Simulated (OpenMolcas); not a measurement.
# How methods differ on BH3 (SMILES B)

The species is BH3 (4 atoms), meant as a singlet with charge 0. As SMILES, `B`. The shape is that of a PBE0-D4/def2-TZVP optimisation.

```xyz
4

B     0.0139   -0.0151   -0.0051
H     0.9822    0.3817    0.5688
H    -0.2762   -1.1718    0.0430
H    -0.6644    0.7449   -0.6269
```

Quantity: the energy change with the B1–H3 bond stretched from 1.193 to 2.984 Å, in eV. The values are calculated.

```csv
level,kind,program,value (eV),less FCI/6-31G
PBE/6-31G (restricted),GGA,OpenMolcas,4.97,+0.89
r2SCAN/6-31G (restricted),meta-GGA,OpenMolcas,5.25,+1.17
M06-2X/6-31G (restricted),hybrid meta-GGA,OpenMolcas,5.67,+1.59
B2PLYP/6-31G (restricted),double hybrid,OpenMolcas,5.28,+1.20
"CASPT2(2,2)/6-31G",multireference,OpenMolcas,4.02,-0.06
"CASSCF(2,2)/6-31G",multireference,OpenMolcas,3.71,-0.37
CCSD(T)/6-31G (restricted),coupled cluster or CI,OpenMolcas,4.05,-0.03
FCI/3-21G,exact in the basis,OpenMolcas,4.07,-0.01
FCI/6-31G,exact in the basis,OpenMolcas,4.08,0.00
```

FCI/6-31G is exact within its basis and frozen core, so for wave-function methods in that basis the difference is their error; functionals converge differently with the basis, so for them it is only a difference. The first shape isn't each level's own minimum. The values span 3.71 to 5.67 eV. All rows use very small basis sets, so even the best lies far from the true value.

Stretching the B–H bond turns a closed-shell electron pair into two weakly coupled electrons, one on BH2 and one on hydrogen. A single doubly occupied σ orbital retains spurious ionic character there, so the restricted functionals place the stretched geometry too high and all exceed the FCI/6-31G value of 4.08 eV. M06-2X deviates most, probably because its large share of exact exchange brings it closer to the restricted Hartree–Fock failure.

CASSCF(2,2) errs the other way: it describes the separating pair but omits most dynamic correlation, which is larger in the intact molecule. CASPT2 restores most of this and comes within 0.06 eV of FCI. CCSD(T) does equally well despite its restricted reference, since double excitations from σ to σ* capture the essential effect when only one pair is broken; this doesn't carry over to multiple bonds.

The near agreement of FCI in 3-21G and 6-31G is no sign of basis convergence, as both sets lack polarisation functions.
